Simple cubic transition metals of groups 8 to 10, each relaxed in the lowest of the magnetic starts tried. Ansatz 0.2.0, scalar-relativistic plane-wave PAW with m-r2SCAN, 500 eV cutoff and Fermi-Dirac smearing of 0.05 eV. Volume, bulk modulus and its pressure derivative come from third-order Birch-Murnaghan fits; valence electrons are counted by group number.

| element | Z | valence electrons | k mesh | volume per atom, m-r2SCAN (Å³) | bulk modulus, m-r2SCAN (GPa) | bulk modulus pressure derivative, m-r2SCAN | largest site moment, m-r2SCAN (μB) | magnetic order, m-r2SCAN | neighbour distance, m-r2SCAN (Å) |
| --- | --- | --- | --- | --- | --- | --- | --- | --- | --- |
| Fe | 26 | 8 | 13×13×13 | 12.68 | 138 | 1.49 | 2.25 | ferromagnetic | 2.331 |
| Ru | 44 | 8 | 21×21×21 | 15.45 | 239 | 4.68 | 0.00 | non-magnetic | 2.490 |
| Rh | 45 | 9 | 20×20×20 | 15.85 | 203 | 5.04 | 0.00 | non-magnetic | 2.513 |
| Pd | 46 | 10 | 14×14×14 | 17.34 | 136 | 5.39 | 0.00 | non-magnetic | 2.588 |
| Ir | 77 | 9 | 20×20×20 | 16.60 | 268 | 4.98 | 0.00 | non-magnetic | 2.553 |
| Pt | 78 | 10 | 20×20×20 | 17.64 | 205 | 5.40 | 0.00 | non-magnetic | 2.603 |

The table gives six late transition metals, all from groups 8 to 10, each held in the simple cubic lattice and relaxed with the m-r2SCAN functional. $V$ is the volume per atom, $B=-V\,dP/dV$ the bulk modulus, or stiffness against uniform pressure $P$, and $B'=dB/dP$ the rate at which the metal stiffens when squeezed. From Ru through Rh to Pd the volume grows by 12 % and $B$ falls by 43 %; Ir to Pt runs the same way. Ir and Pt are slightly larger than Rh and Pd, yet much stiffer. Fe, the only magnet, has $B'=1.49$ where the others lie near 5. Simple cubic is the ground state of none of these metals and no run checked its stability, so the rows are a controlled comparison and not handbook data.

The lattice spacing of a transition metal is set by a balance. Overlapping d orbitals pull the atoms together, while the compressed s and p electrons and the cores push them apart. The d levels broaden into a band whose lower half is bonding and whose upper half is antibonding, so beyond five d electrons each added electron cancels part of the pull. The simpler system is the series N₂, O₂, F₂, where electrons entering antibonding π orbitals lengthen and soften the bond step by step. The analogy covers only the counting: the molecules have a few sharp levels, whereas the metal has a continuous band and an sp electron gas that still binds when the d band is full.

The Friedel picture turns the counting into a formula. Ten d states per atom are spread evenly over a width $W$ about the band centre, and $N_d$ electrons fill them up to $\varepsilon_F=W(N_d/10-1/2)$. Summing the occupied levels gives

$$E_d=\int_{-W/2}^{\varepsilon_F}\frac{10}{W}\,\varepsilon\,d\varepsilon=-\frac{W}{20}\,N_d(10-N_d).$$

The energy to set against it is $BV$, which at the minimum equals $V^2\,d^2E/dV^2$ and follows the bond energy if the binding curves share one shape. One valence electron is assumed to stay in the sp band, and $W$ is taken as fixed within a period, so that it cancels in ratios.

For Ru and Pd, with $N_d=7$ and $9$, the estimate and the table give

$$\frac{9\times1}{7\times3}=0.43,\qquad \frac{(BV)_\mathrm{Pd}}{(BV)_\mathrm{Ru}}=\frac{136\times17.34}{239\times15.45}=0.64 .$$

The count is a third below the computed ratio. Nothing in it was fitted, though the single sp electron is a choice that affects the ratio, and it was applied to the five non-magnetic rows; the only fits are the Birch-Murnaghan curves behind each row of the table.

The count gets the order right in both periods, and it makes the Rh to Pd step larger than the Ru to Rh step, as computed. It falls too steeply in each of the four pairs compared. For Pt against Ir it gives 0.56 where $BV$ gives 0.81, and it assigns the same 0.56 to Pd against Rh, where $BV$ gives 0.73. The sp binding is a likely reason for the direction of the miss: it adds to $E_d$ and survives as the band fills, while the formula sends all bonding to zero at a full shell. Placing more than one electron in the sp band would also make the count fall less steeply, so the miss does not single out one cause. The fixed width is no help here, since a d band that narrows along the period would make the fall steeper still.

The binding curves show how the filling acts. Stretching Rh along its fitted curve to the volume of Pd, 9 % beyond its minimum, takes a tension of about 15 GPa and lowers its modulus to 125 GPa, close to the 136 GPa of Pd. Ru stretched to the volume of Rh and Ir stretched to that of Pt come closer still to their neighbours. Neighbours in a period thus have nearly the same stiffness at equal volume and differ mainly in the volume at which the pressure vanishes. The argued reading is that the stiffness comes from the steep repulsion, and that the added electron weakens the pull, lets the lattice open, and so moves the metal to a softer part of much the same curve.

Between the periods the curves themselves differ. Rh brought to the volume of Ir has 160 GPa against 268 GPa for Ir, and Pt exceeds Pd at equal volume by a like margin of 66 %. The standard explanation has two parts. The poorly screening 4f shell and the relativistic contraction of the 6s orbital keep the atom small, so that the neighbour distance grows by under 2 % from 4d to 5d. The 5d orbitals reach further out than the 4d, overlap more at that distance and form a wider band, so a stronger pull is balanced by a stronger push. No run separates these parts, and spin-orbit coupling, which matters most for Ir and Pt, is left out.

Two results agree with this picture of scaled-up forces. The smearing entropy term of the same calculations follows the density of states at the Fermi level, which a wider band lowers; for Ir it is 0.82 of the Rh value. For Pt against Pd the ratio is only 0.95, and Pd has a coarser k mesh, so that pair carries little weight. The second result is $B'$: for an energy $A V^{-a}-C V^{-b}$ one finds $B'=a+b+2$ at the minimum, independent of the strengths $A$ and $C$. Stronger forces of the same range then raise $B$ and leave $B'$ alone, and Ir and Pt match Rh and Pd in $B'$ to within 0.06. The rise of $B'$ along each period goes with the opening of the lattice. The slope $dB/dP$ also grows when a single metal is stretched: for Ir it is 5.3 near 1.04 times the relaxed volume, against 4.98 at the minimum and 5.40 for Pt. The power law with fixed exponents misses this rise, since it gives the same $B'$ at every minimum.

Fe is in a different state from the other rows. It was started antiferromagnetic and ended ferromagnetic, with 2.25 μB on each site, while the ferromagnetic starts of the other five collapsed to zero moment. Its moment is free to follow the volume, falling by 22 % at 0.88 of the relaxed volume and rising by only 5 % on the largest expansion examined. The curve fitted for Fe therefore passes through a sequence of magnetic states, and its $B'$ describes that sequence.

Pressure differences between successive volumes give a local modulus that locates the anomaly. Under compression Fe stays between 145 and 153 GPa, with a slope $dB/dP$ of about 0.1, whereas the five others stiffen steadily. On expansion its slope is 4.3, a little below theirs. The single low $B'$ of the table is a compromise between a flat side and a nearly normal side.

Theory links the flat side to the moment $m$. If $E(V,m)$ is minimised over $m$ at each volume, then $dm/dV=-E_{Vm}/E_{mm}$, with subscripts for partial derivatives, and

$$B=B_{\text{fixed }m}-V\,E_{mm}\left(\frac{dm}{dV}\right)^2 .$$

A free moment can only soften the lattice, by the square of its slope: compression widens the band, the exchange gain no longer pays for the full moment, and the outward magnetic pressure is released. The computed slope $dm/d\ln V$ rises from 1.5 μB on the expanded side to 5.2 μB on the compressed side, so the softening should grow under compression and can offset the ordinary stiffening there, unless $E_{mm}$ falls as fast as the squared slope rises. The numbers show only that the steep moment and the flat modulus coincide; the share of the effect is untested, since that takes a run at fixed moment.

The Fe row needs caution wherever it is compared. Its 138 GPa and the 136 GPa of Pd are too close for a firm ranking: the pressures around the minimum give 143 GPa for Fe, which keeps the order but is a shift larger than the gap between the two metals. Its k mesh is coarse, which may produce the small dip in the local modulus, and functionals of the r2SCAN family tend to enlarge itinerant moments and with them the magnetic terms. Ru, of the same group, is 22 % larger than Fe and yet far stiffer. The compact 3d orbitals keep Fe small, and the expected causes of its softness are their narrower band and the moment, which moves electrons from bonding states of one spin to antibonding states of the other. No run separates the two. The working rule $B(P)\approx B+B'P$ is a fair first estimate for the non-magnetic rows over the range computed, but for Fe the single $B'$ matches the slope of the modulus on neither side. The ratios and local moduli are printed in the output that follows.

Numerical output:

```
row: distance cubed (A^3, table volume), B*V (eV), k spacing (1/A)
  Fe: 12.67 (12.68), 10.9, 0.180
  Ru: 15.44 (15.45), 23.0, 0.120
  Rh: 15.87 (15.85), 20.1, 0.125
  Pd: 17.33 (17.34), 14.7, 0.173
  Ir: 16.64 (16.60), 27.8, 0.123
  Pt: 17.64 (17.64), 22.6, 0.121
rounding of the table: V up to 0.04 %, B up to 0.37 %, B' 0.005
step: change of V, distance, B, B*V (%); change of B'; d ln B / d ln V
  Ru->Rh: +2.6, +0.9, -15.1, -12.9; +0.36; -6.4
  Rh->Pd: +9.4, +3.0, -33.0, -26.7; +0.35; -4.5
  Ru->Pd: +12.2, +3.9, -43.1, -36.1; +0.71; -4.9
  Ir->Pt: +6.3, +2.0, -23.5, -18.7; +0.42; -4.4
  Rh->Ir: +4.7, +1.6, +32.0, +38.3; -0.06; +6.0
  Pd->Pt: +1.7, +0.6, +50.7, +53.3; +0.01; +23.9
  Fe->Ru: +21.8, +6.8, +73.2, +111.0; +3.19; +2.8
first metal's Birch-Murnaghan curve read at the second metal's volume
  Ru at V(Rh) (x1.026): P -5.8 GPa, B 212 GPa; Rh has 203 GPa (-4 %)
  Rh at V(Pd) (x1.094): P -14.6 GPa, B 125 GPa; Pd has 136 GPa (+8 %)
  Ir at V(Pt) (x1.063): P -14.0 GPa, B 196 GPa; Pt has 205 GPa (+5 %)
  Rh at V(Ir) (x1.047): P -8.4 GPa, B 160 GPa; Ir has 268 GPa (+68 %)
  Pd at V(Pt) (x1.017): P -2.2 GPa, B 124 GPa; Pt has 205 GPa (+66 %)
local B (GPa) at x0.90 0.94 0.98 1.02 1.06 | B around x1.00 (vs fit) | dB/dP 0.90-0.98, 1.02-1.06
  Fe: 153 145 151 134 114 | 143.0 (+3.6 %) | 0.1, 4.3
  Ru: 383 318 265 219 181 | 242.3 (+1.4 %) | 4.3, 5.0
  Rh: 334 274 225 183 149 | 204.4 (+0.7 %) | 4.6, 5.3
  Pd: 233 188 151 123 98 | 137.3 (+1.0 %) | 5.0, 5.7
  Ir: 435 359 295 241 196 | 268.6 (+0.2 %) | 4.5, 5.3
  Pt: 348 284 229 184 148 | 207.0 (+1.0 %) | 4.9, 5.6
Fe minus Pd in B: fit 2 GPa; Fe from pressures minus Fe fit 5 GPa
Fe moment slope dm/dlnV (muB) at the same midpoints: 5.2 4.0 2.3 1.6 1.5
Fe moment relative to x1.00: -22 % at x0.88, +5 % at x1.08
TS per atom at x1.00 (meV): Fe 6.8, Ru 12.2, Rh 12.6, Pd 12.3, Ir 10.4, Pt 11.7
TS ratio x1.08 / x0.88: Fe 0.47, Ru 1.31, Rh 1.40, Pd 1.11, Ir 1.45, Pt 1.39
TS ratio at x1.00: Ir/Rh 0.82, Pt/Pd 0.95
Friedel count Nd(10-Nd), Nd = valence - 1, fixed width: ratio against ratios of B*V and B
  Rh/Ru: count 16/21 = 0.76; B*V 0.87; B 0.85
  Pd/Ru: count 9/21 = 0.43; B*V 0.64; B 0.57
  Pd/Rh: count 9/16 = 0.56; B*V 0.73; B 0.67
  Pt/Ir: count 9/16 = 0.56; B*V 0.81; B 0.76
```
